Dear colleague,

The area under the sodium peak of a triangular voltage sweep is the number you asked me to defend. It can be defended, but the area above the oxide-capacitance line is not yet the mobile charge, and on a 100 nm oxide at 573 K the difference is large. Below I derive what the area measures and then recover the parameters of a capacitor from a small data set, so that you can see which measurement fixes which quantity. The method is the quasi-static one described by Chou and by Kuhn and Silversmith in 1971.

\section*{What the area measures}

Let $x$ run from the gate ($x=0$) to the silicon ($x=t$). All charges are per unit area: $Q_G$ on the gate, $Q=qN>0$ in the mobile ions of density $\rho(x)$ and centroid $\bar x=Q^{-1}\int_0^t x\rho\,dx$, and $Q_S$ in the silicon. The surface potential $\psi_s$ is counted from the silicon bulk and is positive when electrons gather at the surface, and $C_{ox}=\varepsilon_{ox}/t$. Gauss's law gives $\varepsilon_{ox}E(x)=Q_G+\int_0^x\rho\,dx'$. Integrating across the film and exchanging the order of integration gives the oxide drop,
\begin{equation}
V-\phi_{ms}-\psi_s=\int_0^t E\,dx=\frac{Q_G}{C_{ox}}+\frac{Q}{C_{ox}}\Big(1-\frac{\bar x}{t}\Big),
\label{gauss}
\end{equation}
with $\phi_{ms}$ the work-function difference in volts. A charge at $x$ enters with weight $1-x/t$. Fixed charge and interface traps at $x=t$ therefore have weight zero and act only through $\psi_s$; immobile charge inside the film adds a constant. If the electrodes block the ions, $Q$ is constant, and if nothing leaks, the current density is $J=dQ_G/d\tau$, with $\tau$ the time. On a ramp $dV/d\tau=\alpha$,
\begin{equation}
\frac{J}{\alpha}=C_{ox}\Big(1-\frac{d\psi_s}{dV}\Big)+\frac{Q}{t}\frac{d\bar x}{dV},
\end{equation}
\begin{equation}
\int\Big(\frac{J}{\alpha}-C_{ox}\Big)dV=Q\,\frac{\Delta\bar x}{t}-C_{ox}\,\Delta\psi_s .
\label{area}
\end{equation}
Only Poisson's equation and conservation of the ions were used, so the right side depends on the two end states alone. A faster ramp or a trap at an interface shifts and deforms the peak and leaves the area unchanged, provided the same end states are reached. The area becomes $Q$ after $C_{ox}\Delta\psi_s$ is added back and in the limit $\Delta\bar x\to t$. Both conditions, and the value of $C_{ox}$ itself, must be supplied.

\section*{The data}

The values below were made for the exercise and rounded as data are; they belong to no real wafer. The capacitor has a nominal 100 nm of SiO$_2$ on very lightly doped silicon and is held at 300~$^\circ$C, $T=573.15$ K, uncertain by 5 K, so that $V_T=k_BT/q=0.04939$ V and $b\equiv 2V_T=0.09878$ V. The ramp is $\alpha=50$ mV/s between $-V_a$ and $+V_a$. The table lists $|\int J\,d\tau|$ over one sweep in nC/cm$^2$, each with a standard uncertainty of 0.2.
\begin{center}
\begin{tabular}{cccc}
$V_a$ (V) & duration (s) & upward & downward\\ \hline
3 & 120 & 248.5 & 246.3\\
6 & 240 & 451.5 & 446.9
\end{tabular}
\end{center}
A sodium-free control on the same wafer, swept in the same way, shows a minimum $J/\alpha=C_{\min}=26.8\pm0.1$ nF/cm$^2$ at $V_0=-0.52\pm0.02$ V. We want $Q$, $C_{ox}$, the charge scale of the silicon and the meter offset.

The offset comes first. A spurious current $J_0$ adds $J_0\tau$ to the upward integral and subtracts it from the magnitude of the downward one. The half-differences, 1.1 and 2.3 nC/cm$^2$, give $J_0=9.2$ and 9.6 pA/cm$^2$, compatible with one constant. The means are the changes of gate charge,
\begin{equation}
A_3=247.4,\qquad A_6=449.2\ \ \mathrm{nC/cm^2},
\end{equation}
each uncertain by 0.14. Any leakage that depends on $V$ alone cancels in the same mean. The closure of the loop is no test of equilibrium, since the gate charge returns in any periodic cycle, however fast.

\section*{A model for the two ends}

\emph{Silicon.} At 573 K a very lightly doped substrate is close to intrinsic. With Boltzmann carriers of bulk density $n_i$ and $u=\psi/V_T$, one integration of Poisson's equation gives $Q_S^2=2\varepsilon_sk_BTn_i(e^{u_s}+e^{-u_s}-2)$, that is
\begin{equation}
Q_S=-Q_i\sinh(\psi_s/b),\qquad Q_i^2=8\varepsilon_sk_BTn_i,\qquad C_s=-\frac{dQ_S}{d\psi_s}=\frac{\sqrt{Q_i^2+Q_S^2}}{b}.
\end{equation}
In the control, $C_s$ is in series with $C_{ox}$ and is smallest, $Q_i/b$, at flat band. The minimum therefore lies at the flat-band voltage $V_0$, and
\begin{equation}
Q_i=b\,\frac{C_{ox}C_{\min}}{C_{ox}-C_{\min}} .
\label{qi}
\end{equation}
I set the fixed charge to zero for now, so that $V_0=\phi_{ms}$ and $Q_G+Q+Q_S=0$.

\emph{Ions.} Take them first as free, Boltzmann-distributed in the mean field, $dn/dx=nE/V_T$ with $\varepsilon_{ox}\,dE/dx=qn$. Then $\varepsilon_{ox}E^2/2-nk_BT$ is constant. At the positive end the ions crowd against the silicon, and their density at the gate, where the field is $E_0=P/\varepsilon_{ox}$ with $P\equiv Q_G$, is smaller by a factor of order $\exp(-P/C_{ox}V_T)$, negligible for oxide drops of volts. Hence $dE/dx=(E^2-E_0^2)/b$, and
\begin{equation}
\frac{Q(t-\bar x)}{\varepsilon_{ox}}=\int_0^t(E-E_0)\,dx=\int_{E_0}^{E_0+Q/\varepsilon_{ox}}\frac{b\,dE}{E+E_0}
=b\ln\Big(1+\frac{Q}{2P}\Big).
\end{equation}
At the negative end the ions crowd against the gate, and the same holds with $M\equiv Q_S>0$ in place of $P$. The deficits of transferred charge are
\begin{equation}
D_+=bC_{ox}\ln\Big(1+\frac{Q}{2P}\Big),\qquad D_-=bC_{ox}\ln\Big(1+\frac{Q}{2M}\Big),
\end{equation}
with $Q\Delta\bar x/t=Q-D_+-D_-$. Equation (\ref{gauss}) at the two ends, where $Q_S=-(P+Q)$ and $Q_G=-(M+Q)$ respectively, becomes
\begin{align}
P&=C_{ox}(V_a-V_0)-bC_{ox}\,\mathrm{arsinh}\frac{P+Q}{Q_i}-D_+,\label{P}\\
M&=C_{ox}(V_a+V_0)-bC_{ox}\,\mathrm{arsinh}\frac{M}{Q_i}-D_-.\label{M}
\end{align}
The measured charge is $A=P+M+Q$, which is Eq.~(\ref{area}) in the form
\begin{equation}
A=2V_aC_{ox}+Q-S,\qquad S=C_{ox}\Delta\psi_s+D_++D_- .
\end{equation}

Two time scales support the assumption of equilibrium. With a typical sodium mobility of about $1\,\mathrm{cm^2/Vs}\times\exp(-0.66\ \mathrm{eV}/k_BT)$, or $1.6\times10^{-6}$ cm$^2$/Vs here, the diffusion time $t^2/(\mu V_T)$ over 100 nm is 1.3 ms, during which the ramp moves 0.06 mV. The ramp needs 1.0 s to cross $V_T$; for an assumed attempt frequency of $10^{12}$ s$^{-1}$ a trap empties within a second if it is shallower than about 1.4 eV. Deeper traps would distort the peak first and spoil the end states later.

\section*{Inversion}

The two amplitudes give, with voltages in volts,
\begin{align}
C_{ox}&=\tfrac16\,(A_6-A_3+S_6-S_3)=\tfrac16\,(201.8+S_6-S_3),\\
Q&=2A_3-A_6+2S_3-S_6=45.6+2S_3-S_6 .
\end{align}
Setting $S=0$, that is, drawing a straight baseline and calling the excess the mobile charge, yields $C_{ox}=33.63$ nF/cm$^2$ and $Q=45.6$ nC/cm$^2$, or $N=2.85\times10^{11}$ cm$^{-2}$. From this start each pass takes the last $C_{ox}$ and $Q$, finds $Q_i$ from (\ref{qi}), solves (\ref{P}) and (\ref{M}) at both amplitudes, forms $S=2V_aC_{ox}-P-M$ and updates.
\begin{center}
\begin{tabular}{cccccc}
pass & $Q_i$ & $S_3$ & $S_6$ & new $C_{ox}$ & new $Q$\\ \hline
1 & 13.03 & 20.13 & 23.81 & 34.25 & 62.1\\
2 & 12.18 & 21.82 & 25.25 & 34.20 & 64.0\\
4 & 12.24 & 21.85 & 25.23 & 34.20 & 64.1
\end{tabular}
\end{center}
The fourth pass moves $Q$ by less than 0.01 nC/cm$^2$ from the third. The free-ion model thus returns
\begin{equation}
C_{ox}=34.20\ \mathrm{nF/cm^2},\quad Q_i=12.24\ \mathrm{nC/cm^2},\quad Q=64.1\ \mathrm{nC/cm^2},
\end{equation}
or $N=4.00\times10^{11}$ cm$^{-2}$. The straight-baseline reading was 29 per cent low. With the typical permittivities $3.9\,\varepsilon_0$ for the oxide and $11.7\,\varepsilon_0$ for silicon, the model's thickness is 101.0 nm and its intrinsic density $2.3\times10^{15}$ cm$^{-3}$; $C_{\min}$ was chosen so that the latter is of typical size for silicon at this temperature, so it tests nothing. The terms of the area theorem are as follows, charges in nC/cm$^2$.
\begin{center}
\begin{tabular}{ccccccccc}
$V_a$ & $P$ & $M$ & $\Delta\psi_s$ (V) & $C_{ox}\Delta\psi_s$ & $D_+$ & $D_-$ & $\Delta\bar x/t$ & area\\ \hline
3 & 108.2 & 75.1 & 0.578 & 19.8 & 0.88 & 1.20 & 0.968 & 42.2\\
6 & 209.6 & 175.5 & 0.707 & 24.2 & 0.48 & 0.57 & 0.984 & 38.8
\end{tabular}
\end{center}
The last column is the left side of (\ref{area}) with the inferred $C_{ox}$. It falls short of $Q$ by 34 and 39 per cent, and the wider sweep gives the smaller area, because the band bending grows logarithmically with amplitude and costs more than the fuller transfer of ions returns. Subtracting the control's curve in place of the line $C_{ox}$ removes most of the silicon term but not all, since at the positive end the silicon of the sample holds $P+Q$ and that of the control about $P$. The remainder is about $bC_{ox}\ln(1+Q/P)$, 0.9 nC/cm$^2$ at 6 V, and a mismatch of 0.1 per cent between the two oxide capacitances adds 0.4.

\section*{How errors in the data carry through}

Implicit differentiation of (\ref{P}) and (\ref{M}), with $Q_i$ tied to $C_{ox}$ by (\ref{qi}), gives at the solution
\begin{equation}
\begin{pmatrix}\delta A_3\\ \delta A_6\end{pmatrix}=
\begin{pmatrix}4.56&0.95\\ 10.41&0.97\end{pmatrix}
\begin{pmatrix}\delta C_{ox}\\ \delta Q\end{pmatrix},
\end{equation}
in nC/cm$^2$ and nF/cm$^2$. The first column is below $2V_a$ because a larger $C_{ox}$ raises $S$, directly and by lowering $Q_i$. Inverting this matrix and treating the remaining inputs in the same way,
\begin{align}
\delta Q&=1.90\,\delta A_3-0.83\,\delta A_6-1.2\,\delta C_{\min}+1.0\,\delta V_0+13\,\delta T/T,\\
\delta C_{ox}&=-0.18\,\delta A_3+0.17\,\delta A_6+\dots
\end{align}
The charges contribute 0.29 nC/cm$^2$ to the uncertainty of $Q$, $C_{\min}$ 0.12, the temperature 0.11 and $V_0$ 0.02. In quadrature this is 0.3 nC/cm$^2$, 0.5 per cent, or $0.02\times10^{11}$ cm$^{-2}$ in $N$. The charges leave $C_{ox}$ uncertain by 0.035 nF/cm$^2$, which is 0.1 nm in thickness at the assumed permittivity.

Three remarks follow. All equations are homogeneous of degree one in the charges and capacitances, so a 1 per cent error in the gate area, if common to sample and control, passes into $N$ as 1 per cent. The weak dependence on $V_0$ arises because a shift of $V_0$ raises $P$ and lowers $M$ by almost the same amount, so immobile charge that displaces the flat band of the sample from that of the control by a tenth of a volt is harmless. The strong dependence is on $C_{ox}$. Had you used the 6 V sweep alone with the nominal 100 nm, $C_{ox}=34.53$ nF/cm$^2$, the slope $-10.7$ V of $Q$ against $C_{ox}$ at fixed $A_6$ would have lowered $Q$ by 3.6 nC/cm$^2$, or 5.6 per cent, for a thickness wrong by one part in a hundred. This is the reason for two amplitudes on the same dot.

The neglected terms are below the statistical bar. A fixed charge $Q_f$ at the interface, at given $V_0$, replaces $P$ by $P-Q_f$ in $D_+$ and $M$ by $M+Q_f$ in $D_-$; for an assumed 5 nC/cm$^2$ ($3.1\times10^{10}$ cm$^{-2}$) $S_3$ falls by 0.03. Interface traps at an assumed $10^{10}$ eV$^{-1}$cm$^{-2}$ add 1.6 nF/cm$^2$ to the flat-band $C_s$ of 124 nF/cm$^2$, inflate $Q_i$ by 1.3 per cent and lower $S$ by about $2bC_{ox}$ times that fraction, 0.09 nC/cm$^2$. Doping $N_D$ changes $C_{\min}$ only at order $(N_D/2n_i)^2$, because the minimum is even in $N_D$; this is $5\times10^{-4}$ for an assumed $10^{14}$ cm$^{-3}$. In strong bending, moreover, $\Delta\psi_s$ depends on the bulk densities only through $n_0p_0=n_i^2$. The largest surface electron density, $n_i\exp(\psi_s/V_T)=4.6\times10^{18}$ cm$^{-3}$, lies about an order of magnitude under the effective density of states, typically several $10^{19}$ cm$^{-3}$ at this temperature, so Boltzmann statistics suffice inside a logarithm.

\section*{Uniqueness}

Within the model the solution is locally unique, since the determinant of the matrix above is $-5.5$. In the $(C_{ox},Q)$ plane each amplitude defines a curve, with slopes $-4.8$ and $-10.7$ V at the solution. A second crossing would need the order of these slopes to reverse, and they are set mainly by $2V_a$.

The model itself is less unique. The sweep sees $Q\Delta\bar x/t$. Ions that never move are invisible, and a larger charge shuttling over part of the film mimics a smaller one that crosses all of it, up to the weak logarithmic dependence of $\psi_s$ on $Q$. Even for a full crossing, $D_\pm$ depend on the profile at the ends. In the free-ion solution the mean distance from the gate at $-3$ V is $tD_-/Q=1.9$ nm, while the ions are $N^{-1/2}=16$ nm apart laterally. With the length $\ell=q^2/(4\pi\varepsilon_{ox}k_BT)=7.5$ nm, the image attraction to the metal at that distance $z$ is $k_BT\,\ell/4z=1.0\,k_BT$. The mean-field picture omits it, and it pulls the ions closer, so $D_\pm$ are probably overestimated. The opposite limit has the ions on sites at the interfaces, $D_\pm=0$. Repeating the inversion in that limit fits the same data equally well with $C_{ox}=34.37$ nF/cm$^2$ (100.5 nm) and $Q=61.2$ nC/cm$^2$, $N=3.82\times10^{11}$ cm$^{-2}$, 4 per cent lower. This spread exceeds the statistical bar by nearly an order of magnitude, and the integrated charges cannot resolve it.

The peak height can help, because it does depend on the profile. Consider the state in which half the charge has crossed, $\bar x=t/2$, $Q_G=Q_S=-Q/2$, with zero oxide drop. For free ions the first integral now reads $dE/dx=(E^2+b^2k^2)/b$, solved by $E=bk\tan k(x-x_0)$. At $x_0=t/2$, with $\theta=kt/2$, Gauss's law gives
\begin{equation}
8\theta\tan\theta=\frac{Q}{C_{ox}V_T}.
\end{equation}
A small shift of $x_0$ leaves $k$ unchanged to first order by symmetry, changes $Q_G=\varepsilon_{ox}E(0)$ by $-\varepsilon_{ox}bk^2\sec^2\theta\,\delta x_0$ and the oxide drop by $-2bk\tan\theta\,\delta x_0$. The film then acts as the capacitance
\begin{equation}
C_{\mathrm{film}}=C_{ox}\,\frac{2\theta}{\sin2\theta},
\end{equation}
which tends to $C_{ox}+Q/12V_T$ for few ions. It is in series with $C_s$, because $dQ_G=C_s\,d\psi_s$. Here $Q/C_{ox}V_T=37.9$, so space charge dominates; $\theta=1.303$, $C_{\mathrm{film}}=174$ and $C_s=347$ nF/cm$^2$, and $J/\alpha=116$ nF/cm$^2$, or 5.8 nA/cm$^2$ against the baseline $\alpha C_{ox}=1.71$ nA/cm$^2$. This state occurs at $V_0+\psi_s=-0.35$ V, where the running charge from $-3$ V reaches $M+Q/2=107$ nC/cm$^2$. For plentiful sites of equal energy at the two interfaces, the fraction at the silicon is $1/(1+e^{-V_{ox}/V_T})$, with $V_{ox}$ the oxide drop, and $C_{\mathrm{film}}=C_{ox}+Q/4V_T=344$ nF/cm$^2$ with that model's parameters; $C_s=333$ and $J/\alpha=169$ nF/cm$^2$ at half transfer. A reading at half transfer, on a ramp slow enough for the shape to be an equilibrium one, shows which limit your oxide is nearer.

For the data above I would report the model's mobile density as $3.8$ to $4.0\times10^{11}$ cm$^{-2}$, the range coming from the profile at the ends, with a statistical uncertainty of $0.02\times10^{11}$ cm$^{-2}$ and the gate-area error on top. On a real capacitor, please add one sweep at a rate several times lower. If $A_3$ and $A_6$ stay put while the peak moves, the end states are reached and the area theorem applies; if they grow, some ions are still held in deep traps when the ramp turns.

With best wishes.